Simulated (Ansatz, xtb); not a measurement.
# Ligand exchange: C2H5Br + SiH4 → C2H8Si + HBr

Species: C2H5Br `CCBr`, singlet; SiH4 (silane) `[SiH4]`, singlet; C2H8Si `CC[SiH3]`, singlet; HBr (hydrogen bromide), singlet. The partners trade Br for SiH3: C–Br and H–SiH3 bonds give way to C–SiH3 and H–Br.

Shapes, held fixed at every level: PBE0-D4/def2-TZVP. Programs: Ansatz 0.2.0, xtb 6.7.1. The zero-point and thermal change to 298 K, harmonic and unscaled (PBE0-D4/def2-TZVP), is -1.8 kJ/mol.

```
             level                    kind  ΔH(298 K) (kJ/mol)  less CCSD(T)/def2-TZVPP  CPU time (sum over the molecules)
          GFN0-xTB          semi-empirical               +55.3                    +92.3                             0.16 s
 PBE-D4/def2-TZVPP                     GGA               -37.5                     -0.5                               13 s
PBE0-D4/def2-TZVPP           global hybrid               -39.7                     -2.7                               13 s
wB97M-V/def2-TZVPP  range-separated hybrid               -39.9                     -2.9                               53 s
wB97X-V/def2-TZVPP  range-separated hybrid               -37.2                     -0.2                               38 s
      MP2/def2-SVP     perturbation theory               -43.6                     -6.6                                  –
    MP2/def2-TZVPP     perturbation theory               -37.1                     -0.1                                  –
CCSD(T)/def2-TZVPP   coupled cluster or CI               -37.0                      0.0                            3.4 min
```

The highest level, CCSD(T)/def2-TZVPP, gives ΔH(298 K) = -37.0 kJ/mol; the levels span -43.6 to +55.3. They disagree on the sign: 1 of 8 are positive. GFN0-xTB strays far from the other rows. The column of differences is taken from that level and isn't an error. No measured value is set beside it here. Relativity is left out for Br unless named. Correlated rows may include outer-core shells of Br, which these sets cover unevenly. Times are processor times on shared x86 and Arm servers, and rough.

The exchange is exothermic at every level except GFN0-xTB, with CCSD(T) giving -37.0 kJ/mol. The driving force lies mainly on the bromine side: a rather weak C–Br bond gives way to a stronger H–Br bond, while replacing Si–H by Si–C costs comparatively little. The thermal term is small, so the preference is essentially electronic.

Two single bonds are broken and two formed among closed-shell molecules, so much of the correlation error cancels. This explains why MP2 nearly matches CCSD(T) in the same basis and why the density functionals stay close to both. The positive GFN0-xTB value probably reflects an unbalanced description of the polar C–Br, H–Br and Si–C bonds in its non-self-consistent, parametrised treatment, and it doesn't call the sign into question.

Going from def2-SVP to def2-TZVPP shifts MP2 by more than the whole spread among the functionals. The sign is therefore well supported, but the small offsets from CCSD(T) in a finite basis don't establish a ranking of the functionals.
